## Three energy scales

A dot of radius $R$ with no positive background charges up like a small capacitor. Each new electron is repelled by all those already inside, so the price of entry rises by about $e^2/R$ per electron. Confinement sets a second scale, $\hbar^2/2mR^2$, multiplied by a number that depends on the angular and radial quantum numbers of the levels. In effective atomic units (all energies below are in hartree\*, all lengths in bohr\*) and with $R = 8.43$, the first scale is $1/R = 0.119$ and the second is $1/2R^2 = 0.0070$. The gap from a p to a d shell is roughly ten times the second scale. The third scale is exchange, which favours parallel spins and makes the first electron of opposite spin in a shell more expensive.

The counting matters as much as the sizes. Charging is paid by every electron, whereas a level gap is paid once per shell of 6, 10 or 14 places. The sizes worth remembering for this dot are a charging step of 0.14, shell gaps of 0.07 to 0.08, a spin-flip penalty of 0.03 at the half-filled d shell, and rearrangement energies below 0.01. Since charging falls as $1/R$ and gaps as $1/R^2$, shell peaks should stand higher above the background in a smaller dot and sink into it in a larger one.

Spherical dot with a central point charge of 1 e, computed with the radks radial solver and Libxc (spin-polarised Kohn-Sham, PBEsol functional, m-averaged shells) in effective atomic units. The confining well is -V/(1+exp((r-R)/a)), with depth V = 5.16 hartree*, radius R = 8.43 bohr* and edge a = 0.29 bohr*.

| electrons | chemical potential (hartree*) | unpaired electrons | rms radius (bohr*) | highest eigenvalue (hartree*) | highest level | addition energy (hartree*) |
| --- | --- | --- | --- | --- | --- | --- |
| 1 | -5.649 | 1 | 1.807 | -5.431 | 1s up | n/a |
| 2 | -5.176 | 0 | 2.747 | -5.067 | 1s up | 0.3226 |
| 3 | -4.853 | 1 | 3.931 | -4.789 | 1p up | 0.1359 |
| 4 | -4.717 | 2 | 4.466 | -4.645 | 1p up | 0.1448 |
| 5 | -4.572 | 3 | 4.802 | -4.500 | 1p up | 0.1798 |
| 6 | -4.393 | 4 | 5.022 | -4.323 | 2s up | 0.1537 |
| 7 | -4.239 | 3 | 5.218 | -4.173 | 1p down | 0.1301 |
| 8 | -4.109 | 0 | 5.360 | -4.039 | 1p up | 0.1495 |
| 9 | -3.959 | 1 | 5.486 | -3.884 | 2s up | 0.2013 |
| 10 | -3.758 | 2 | 5.597 | -3.689 | 1d up | 0.1385 |
| 11 | -3.620 | 3 | 5.690 | -3.550 | 1d up | 0.1387 |
| 12 | -3.481 | 4 | 5.771 | -3.411 | 1d up | 0.1388 |
| 13 | -3.342 | 5 | 5.842 | -3.273 | 1d up | 0.1387 |
| 14 | -3.203 | 6 | 5.905 | -3.134 | 1d up | 0.1705 |
| 15 | -3.033 | 5 | 5.963 | -2.965 | 1d down | 0.1353 |
| 16 | -2.898 | 4 | 6.015 | -2.830 | 1d down | 0.1359 |
| 17 | -2.762 | 3 | 6.062 | -2.694 | 1d down | n/a |
| 19 | n/a | 1 | 6.145 | -2.421 | 1d down | n/a |
| 20 | -2.273 | 2 | 6.186 | -2.206 | 1f up | 0.1346 |
| 21 | -2.139 | 3 | 6.224 | -2.071 | 1f up | 0.1346 |
| 22 | -2.004 | 4 | 6.259 | -1.937 | 1f up | n/a |
| 25 | n/a | 3 | 6.352 | -1.516 | 1f down | n/a |
| 26 | -1.476 | 6 | 6.379 | -1.373 | 1f down | n/a |

The chemical potential is $\mu(N) = E(N) - E(N-1)$ for $N$ electrons, and the addition energy is $A(N) = E(N+1) + E(N-1) - 2E(N) = \mu(N+1) - \mu(N)$. The highest eigenvalue $\varepsilon$ is the Kohn-Sham energy of the top occupied level. Levels are named by radial order, so 1p is the lowest p level and 1d the lowest d level. With $M$ unpaired electrons there are $(N+M)/2$ up and $(N-M)/2$ down spins, and the occupations quoted below are inferred from these counts and from the highest level. The working decomposition is

$$A(N) = U + (\text{level gap}) + (\text{exchange lost at a spin flip}),$$

with $U$ the charging step. The terms add, and most rows contain only the first.

## The atom at the centre: $N$ = 1 to 3

The first electron hardly sees the wall. It is a hydrogen atom sitting on the well floor at $-5.16$, and a numerical solution of the one-electron radial equation gives an energy of $-5.660$ and an rms radius of 1.730. PBEsol gives $-5.649$, too high by 0.011, and a radius 4.5% larger than the exact one. For one electron the exact eigenvalue equals the total energy, whereas here it lies 0.218 above it. That gap is self-interaction error: the total energy is fairly good and the eigenvalue is not a removal energy.

The second electron makes an object like H⁻. Its chemical potential lies only 0.016 below the floor, and its eigenvalue, $-5.067 + 5.16 = +0.093$, lies above the floor, so in this functional the wall helps to hold the orbital and the radius of 2.747 is not that of a free ion.

The third electron must enter 1p, outside a core of net charge $-1$. A hard-wall p state costs $4.5^2/2R^2 \approx 0.14$, and repulsion from the core at the radius where the new charge sits, 5.59, costs $1/5.59 \approx 0.18$. The sum, 0.32, is close to the 0.307 by which $\mu(3)$ lies above the floor. The peak $A(2) = 0.3226$ is therefore the passage from an atom to a dot, which is why it dwarfs the later shell peaks.

## The charging plateau

Ten rows ($N$ = 3, 4, 10 to 13, 15, 16, 20, 21) have the $N$th and the next electron in the same shell and spin, so $A = U$. The plain mean of the eight d and f rows is $U_0 = 0.1369$, the only adjusted number of the charging model. Between $N$ = 3 and 22 the chemical potential rises by 2.849, and nineteen steps of $U_0$ account for 2.601 of it, or 91%. Level gaps and exchange share the remaining 0.248. The slope of the series is thus set by the step within a shell, which the estimates below show to be mainly electrostatic, and shell structure is a modulation on it.

The size of $U$ follows from how the top level $\phi$ shifts when one more electron's charge $\delta n$ is added: $U \approx \int |\phi|^2\, v_H[\delta n]\, d^3r$, plus a negative exchange-correlation term. If both densities were a thin shell at the wall, $U = 1/R$, which is 12 to 18% below the tabulated $A$ in these ten rows. If both filled the ball uniformly, $U = 6/5R = 0.1423$, which is between 2.6 and 5.8% too high everywhere except at $N = 4$, where it is 1.7% low. The plateau lies between the two limits and nearer the ball.

The table also tells where the added charge goes. The second moment of the density is $N r^2$, with $r$ the rms radius, so the charge added in one step has $r_{\rm add}^2 = N r_N^2 - (N-1) r_{N-1}^2$. A uniform ball of rms radius $r_{\rm add}$ has outer radius $r_{\rm add}/\sqrt{3/5}$, giving $U = \tfrac{6}{5}\sqrt{3/5}\,/r_{\rm add} = 0.930/r_{\rm add}$. For $N = 21$,

$$r_{\rm add}^2 = 21(6.224)^2 - 20(6.186)^2 = 813.5 - 765.3 = 48.2, \qquad r_{\rm add} = 6.94 .$$

The next step gives 6.95 in the same way, and with the mean of the two radii $U = 0.930/6.95 = 0.134$, which is 0.6% below the tabulated 0.1346. Nothing is fitted in this estimate.

The agreement flatters the model. A uniform ball filling the well has an rms radius of $\sqrt{3/5}\,R = 6.53$, so a charge with rms radius 6.95 must be weighted towards the wall: the centrifugal term keeps an f electron out of the centre, and the electrons already present push it outward. For a thin shell the coefficient would be 1 in place of 0.930, and $U$ would come out near 0.144. Too small a coefficient and the neglected exchange-correlation term err in opposite directions. The formula stays within 3% for the d and f rows, but from $N$ = 10 to 21 it falls by about 6% while the table falls by 3%, and it overshoots the two 1p rows by 20% and 9%. Theory argues for exchange as the cause of the 1p failure: the local exchange potential goes as $-n_\sigma^{1/3}$, its slope as $-n_\sigma^{-2/3}$, so the reduction of $U$ is strongest when the spin density $n_\sigma$ is small. The rise from $A(3) = 0.1359$ to $A(4) = 0.1448$ has that sign, though the numbers do not isolate the term. Self-repulsion integrals of unrelaxed one-electron orbitals are 18 to 27% too high, so they are a poor estimate of $U$ in a dot where the charge spreads outward and the other electrons readjust.

The flatness of the 1d-up plateau, 0.1385 to 0.1388, is partly imposed. Each shell is averaged over $m$, so successive electrons add the same spherical density and differences between orbitals are removed by construction.

The same bookkeeping explains the radius column. The mean square radius is the average of $r_{\rm add}^2$ over all electrons added so far. It climbs fast while the compact 1s pair is being diluted and then creeps upward, because $r_{\rm add}$ itself moves only from 6.51 at $N = 10$ to 6.95 at $N = 22$. The wall fixes the size, and there is no $N^{1/3}$ growth.

## Why the eigenvalue sits half a step above the chemical potential

By Janak's theorem the eigenvalue is the derivative of the energy with respect to the occupation $f$ of the level, so $\mu(N) = \int_0^1 \varepsilon(f)\, df$. If $\varepsilon$ rises linearly with slope $U$ as the last electron is filled in, then $\mu = \varepsilon - U/2$. In nine of the ten plateau rows $2(\varepsilon - \mu)$ matches $A$ to 1%, within the 1.5% allowed by rounding, and at $N = 3$ it is 5.8% low. This is no independent test of the charging picture, since in an $m$-averaged shell the fractional and the integer fillings lie on one smooth curve. It shows that the energy is close to quadratic in the occupation. Exact Kohn-Sham theory has $\varepsilon = \mu$, so the offset of about 0.07 is an error of the semilocal functional. It is nevertheless a useful gauge: it converts eigenvalues to chemical potentials, and it can depart from $U/2$ when a step involves more than adding one electron to the top level. It does so clearly at $N = 26$, while the rearrangement at $N = 8$ leaves no clear mark on it.

## The wandering 2s level and the shifted magic numbers

An empty spherical well orders its levels 1s, 1p, 1d, 2s, 1f, with closures at 2, 8, 18 and 20. One-electron solutions of this well put 1d at 0.096 and 2s at 0.141 above 1p. With the bare central charge 2s drops to 0.017 above 1p, near the hydrogenic degeneracy, while 1d rises to 0.145. Only s states reach the centre, so the position of 2s is the feature most sensitive to how the charge is screened. The table has it in between, since 2s is the top level at $N$ = 6 and 9, after 1p up and before 1d. A model with the charge screened by a frozen hydrogenic 1s pair, its exponent taken from the $N = 2$ radius, gets this order wrong, with 2s at 0.109 and 1d at 0.082. That model has no exchange-correlation attraction in the dense core, which may be the reason, but this is a guess.

The spin counts fix the sequence. At $N = 5$ the 1p-up shell is full. The sixth electron enters 2s up, giving four unpaired spins, so $A(5) = 0.1798$ holds the gap from 1p up to 2s up: 0.035 above $A(4)$, or 0.043 above $U_0$. If the search chose the lower option, flipping a spin in 1p costs at least as much. At $N = 7$ the first 1p-down electron arrives, and $A(6) = 0.1537$ stands 0.017 above $U_0$ because that place costs a little more than 2s up did. At $N = 8$ the moment is zero with 1p on top, which means a closed 1s²1p⁶ with 2s emptied, and at $N = 9$ the 2s-up electron is back.

The closed shell at $N = 8$ shows only a weak peak, 0.1495, because 2s lies inside the p-d gap and takes the ninth electron cheaply. The large step comes one electron later, $A(9) = 0.2013$, the highest tabulated value beyond $N = 2$. The dip at $N = 7$ belongs to the same story. Along a path that kept 2s up occupied, $N$ = 7, 8, 9 would fill 1p down and $A(7) = A(8) = U$. If emptying 2s lowers $E(8)$ by $\delta$, the definition of $A$ gives $A(7) = U - \delta$, $A(8) = U + 2\delta$, and $A(9)$ is lowered by $\delta$. Hence $\delta = (0.1495 - 0.1301)/3 = 0.0065$ and $U = 0.1366$. Two equations fix two unknowns, so the only check is that $U$ lands on the plateau value. If $U$ rose along 1p down by the 0.0089 seen along 1p up, $\delta$ would be $(0.0194 - 0.0089)/3 = 0.0035$. The two states at $N = 8$ are thus separated by a few thousandths, small enough for another functional or a non-spherical density to reverse the order.

At $N = 14$ there are ten up spins with 1d on top. The levels 1s, 1p and 1d hold nine, so 2s up is the natural tenth, and the four down spins leave 2s down empty. The up count stays at ten through $N$ = 15, 16, 17 and 19. Why 2s stays half filled for so long is not settled by the table. A plausible guess is that two electrons in this more central orbital repel each other more than two in 1d, and $2(\varepsilon - \mu) = 0.150$ at $N = 9$ points that way, but the 2s row at $N = 6$ shows no such excess. The guess is also strained at $N = 20$, where the counts suggest that 1f up fills, a whole shell gap above 1d, while 2s down is still empty. The greedy search may have missed lower states with 2s doubly occupied, so the long half filling describes the states found and perhaps not the ground states.

The same single electron appears to shift the next closure. From $N$ = 17 to 19 the eigenvalue rises by 0.1365 per electron, a plateau value, and from 19 to 20 it jumps by 0.215 as the top level changes to 1f. Subtracting the offset 0.068 of $N = 17$ from the eigenvalue at 19 gives $\mu(19) \approx -2.489$ and $A(19) \approx 0.216$. This estimate fits a full 1d shell plus one 2s electron at $N = 19$, although the counts 10 up and 9 down would also allow 2s²1d⁹. It assumes that nothing rearranges at $N = 18$, a row the table lacks and the place where a closed shell with 2s emptied, as at $N = 8$, could appear.

## Size of the shell gaps

With the rearrangement removed, the p-d gap is $A(9) + \delta - U = 0.071$. The d-f gap is the rise of $\mu$ from $N$ = 17 to 20, 0.489, less three steps of $A(16)$, which leaves 0.081. Both also contain a small exchange term, since the spin of the top level changes from down to up.

Nodeless levels of successive $l$ differ through the centrifugal term $l(l+1)/2r^2$. In a fixed potential the Hellmann-Feynman theorem makes the gap the change of $l(l+1)$, 4 for p to d and 6 for d to f, times an average of $1/2r^2$. For charge on a thin shell at $r_{\rm add}$ this rotor estimate is $2/6.51^2 = 0.047$ and $3/6.92^2 = 0.063$. It should be low, because $\langle 1/r^2\rangle$ exceeds $1/\langle r^2\rangle$ for any spread-out orbital. The well with only the frozen core gives 0.082 and 0.105, and should be high, because it lacks the repulsion that pushes the orbitals outward. The values from the table lie between these estimates in both cases. Filling the dot turns a ball-like well into a more shell-like one and compresses the angular ladder.

## Hund's rule and the peak at $N$ = 14

From $N$ = 10 to 14 the moment grows by one per electron, and from 15 it falls. Let parallel pairs in a shell interact by $U' - J$ and antiparallel pairs by $U'$. The $k$th up electron enters at $\epsilon_0 + (k-1)(U' - J)$, where $\epsilon_0$ is the level energy, so the plateau step is $U' - J$. The first down electron after $k$ up electrons enters at $\epsilon_0 + kU'$, which is $(U' - J) + kJ$ higher. The peak stands $kJ$ above the plateau, and the plateau resumes afterwards, as the table shows: $A(14) = 0.1705$ lies 0.032 above $A(13)$ and 0.035 above $A(15)$. Dividing the first excess among five 1d partners gives $J = 0.0064$, and counting the 2s electron as a sixth gives 0.0053. One peak cannot fix the count, so $J \approx 0.005$ to $0.007$ is all it yields. The spin-flip peak is about half a shell gap, which is why Hund filling proceeds shell by shell in 1d and no 1f level is occupied before 1d down. In 1p the next level, 2s, was close enough for high spin to win at $N = 6$.

These open-shell rows are constrained to be spherical. A density free to deform could lower the energy of partly filled shells relative to closed and half-filled ones, which would reduce the peaks and roughen the plateaus.

## The rows at $N$ = 25 and 26

At $N = 25$ there are 14 up and 11 down spins with 1f down on top. The up levels 1s, 1p, 1d and 1f hold 16 even without 2s, so at least two up places are empty while 1f down is occupied. Hund filling, followed throughout 1d, would give seven unpaired spins in place of three. The filling comes from a greedy search that can overlook a lower configuration, and this row should not be read as part of the trend.

The chemical potential at $N = 26$ inherits $E(25)$. The step adds two up electrons and removes a down one, and $\varepsilon - \mu = 0.103$ exceeds the mean 0.067 of $N$ = 20 to 22 by 0.036. From $N$ = 22 to 26, $\mu$ rises by 0.528, less than four plateau steps (0.538), although a spin flip lies on the way. If a state of 25 electrons that differs from $N = 26$ only by the top 1f-down electron lies about 0.036 lower, then $\mu(26)$ would be near $-1.44$ and the anomaly would vanish. That figure is an inference from the half-step rule and not a computed energy. The state at $N = 26$ needs care too. Its 16 up spins leave one up place among 1s, 1p, 1d, 2s and 1f empty while 1f down is occupied, and filling that place first would give eight unpaired spins in place of six. Either 2s has been emptied, as at $N = 8$, or the search has missed a lower state; the table cannot tell which.

## Neighbouring dots

The position of 2s decides the magic numbers. By the one-electron level orders, and as an argument only, a weaker central charge lets 2s rise above 1d and moves the closures towards 8, 18 and 20, while a stronger one pulls it down until it fills with both spins, giving 10 and 20. In the states that the search found, the dot in the table lies between these cases, with 2s inside the p-d gap and singly occupied over much of the range, which places the closures at 9 and, by the eigenvalue jump, 19.
